Zincblende ZnSe (two-atom cell, space group F-43m), with cell and atoms relaxed at each pressure and the symmetry kept, computed with Ansatz 0.2.0 using plane-wave PAW density functional theory (LDA, scalar-relativistic, 420 eV cutoff, 8×8×8 k mesh). Volume changes are relative to the zero-pressure starting cell, 21.57 Å³ per atom.

| pressure (GPa) | volume per atom (Å³) | volume change (%) |
| --- | --- | --- |
| 2 | 21.01 | -2.60 |
| 4 | 20.52 | -4.86 |
| 9 | 19.52 | -9.52 |
| 12 | 19.02 | -11.82 |
| 25 | 17.41 | -19.30 |

A pressure of 25 GPa takes about a fifth of the volume from computed ZnSe and shortens each Zn–Se bond by about 7 %. The volumes fall smoothly, and no row looks suspect. Yet the last row describes a structure that real ZnSe has already left: near 13 GPa (a rough, recalled figure) the crystal goes over from zincblende, with four neighbours to each atom, to the rocksalt structure, with six. The numbers alone cannot reveal this, since a stable structure would give an equally smooth curve. Set beside the measured transition, however, the smoothness shows that the calculation has missed it, once it is clear how a single structure behaves when it is squeezed.

The simplest approximation, a fixed volume loss per unit of pressure, breaks down within the table. The row at 2 GPa loses 1.30 % per GPa, which carried on to 25 GPa would make 32.5 %; the calculation gives 19.30 %. A constant bulk modulus, the pressure rise divided by the relative volume loss it causes, does somewhat better but still predicts 28 %. The first failure can be read directly from the table, because the loss per GPa shrinks from each row to the next. The second shows in the bulk modulus, which rises from row to row when it is worked out between neighbouring pressures.

The cause of that rise lies in the bonds. The symmetry of zincblende fixes the bond angles, so the crystal can give way only by shortening its bonds. In the usual picture of bonding, the attraction between neighbours changes slowly with distance, while the repulsion between their overlapping electron shells rises steeply. At zero pressure the two forces balance; every further shortening adds more repulsion than attraction, and because the repulsion steepens, this surplus grows from one step to the next. A spring of constant stiffness would add the same force at each equal step; the compressed bond adds more each time. Even such a spring would stiffen the crystal somewhat, because its force acts on a shrinking area, but that is expected to be the smaller part of the rise. The runs do not separate attraction from repulsion; what they show is the stiffening itself: the bulk modulus is 76 GPa between zero pressure and 2 GPa, and 147 GPa between 12 and 25 GPa.

The simplest model that contains this effect lets the bulk modulus $B$ grow linearly with the pressure $p$, so that $B = B_0 + B'p$. Here $B_0$ is its value at zero pressure and $B'$ its rate of growth. Since $B = -\,dp/d\ln V$, with $V$ the volume per atom, integration from the zero-pressure volume $V_0$ gives Murnaghan's equation of state:

$$\ln\frac{V_0}{V} = \frac{1}{B'}\ln\!\left(1+\frac{B'p}{B_0}\right).$$

A constant bulk modulus fails once $B'p$ is no longer small beside $B_0$, and a fixed volume loss per GPa a little sooner, once $(B'+1)p$ is not. As $B'$ is near 4 in many solids, that happens at a modest fraction of the bulk modulus, and sooner in a soft crystal than in a hard one.

A least-squares fit to the four rows up to 12 GPa gives $B_0 = 72$ GPa and $B' = 4.29$. The row at 25 GPa was left out because the real crystal is no longer zincblende there. For that row $B'p/B_0 = 4.29 \times 25/72 = 1.49$, so $\ln(V_0/V) = \ln(2.49)/4.29 = 0.213$, and the volume has fallen by 19.2 %. The table has 19.30 %, so the model misses by little more than a tenth of a percentage point.

Such agreement is easily taken as proof that the calculation is sound at 25 GPa. It shows something narrower: the last row lies on the same branch as the others, the branch of zincblende, as its final space group confirms. A change to rocksalt would have broken the curve, since the measured volume drop at the transition is about 15 % (again rough and recalled). Between 12 and 25 GPa the computed crystal loses only 8.5 % of its volume in all, and the steady compression of a single structure accounts for that loss. The sign of the failure is therefore a step that ought to be there and is not.

The electrons tell the same story. In these runs the band gap stays open, with 1.36 eV at 2 GPa and 2.11 eV at 25 GPa, whereas real ZnSe is reported to lose its gap when it transforms (recalled, and not tested by these runs). The two values are not gaps of the same kind: by the last row the lowest empty state has moved from the centre of the Brillouin zone to its boundary, and the gap has become indirect. The local density approximation (LDA) usually makes gaps too small, so it can hardly be blamed for a gap that stays open. The last row is a compressed semiconductor where experiment, as recalled, finds a metal.

Pressure favours rocksalt because it favours whatever takes up less room. The stable structure is the one with the lowest enthalpy, $H = E + pV$, where $E$ is the energy. Packing six neighbours around each atom costs energy in ZnSe, but the saving in $pV$ grows with pressure until it outweighs that cost. Beyond the transition, zincblende falls behind by roughly the volume difference times the excess pressure. If the computed transition lay where the measured one does, which these runs do not test, the gap in enthalpy at 25 GPa would be roughly 0.2 eV an atom, several times the thermal energy at room temperature.

The relaxation stays in zincblende all the same. Symmetry alone is enough to hold it there, and the number of atoms in the cell is no obstacle. Rocksalt fits into the same two-atom cell; the selenium atom need only slide along the body diagonal of the cubic cell, from a quarter of its length to a half. In zincblende, however, each atom sits at a site of tetrahedral symmetry, where the pulls from all sides cancel and the net force must vanish. The forces are therefore zero at every pressure, whether the structure is stable or not, and a relaxation that keeps the symmetry can change only the size of the cell. Lifting the symmetry and nudging the atoms slightly would lead away from zincblende only if it had become unstable; in a local minimum the atoms would slide back. They could also slide back if the instability lay at the zone boundary, which a two-atom cell cannot show. Vanishing forces and a pressure that meets its target show that the cell has the right size for its structure, not that the structure is the right one.

Two further calculations would show how zincblende fares within LDA. The enthalpy of rocksalt at the same pressures would show where rocksalt overtakes it; if rocksalt is a metal, that run needs smeared occupations in place of the fixed ones used here. The vibrations of compressed zincblende would show whether it can at least persist as a metastable structure. Whatever they show, the row at 25 GPa is best used as a property of zincblende, for instance to fix its equation of state, and not as the density of ZnSe at that pressure.

A second failure is hidden in the zero of the volume change, which is counted from LDA's own cell at zero pressure. LDA binds most solids too tightly, because it underrates the energy that electrons gain where their density varies strongly, as it does in loosely packed atoms. For ZnSe the lattice constant comes out just under 2 % too small (rough and recalled), a small part of which is due to the absence of thermal and zero-point expansion. The PAW datasets were made for another functional, PBE, and may add an error of their own, which these runs do not separate from that of LDA. In volume the whole shortfall comes to about 5 %, as much as the row at 4 GPa loses under load. The percentages conceal this offset because they start from the cell that contains it; it appears only when the volume per atom itself is set against a measured one.
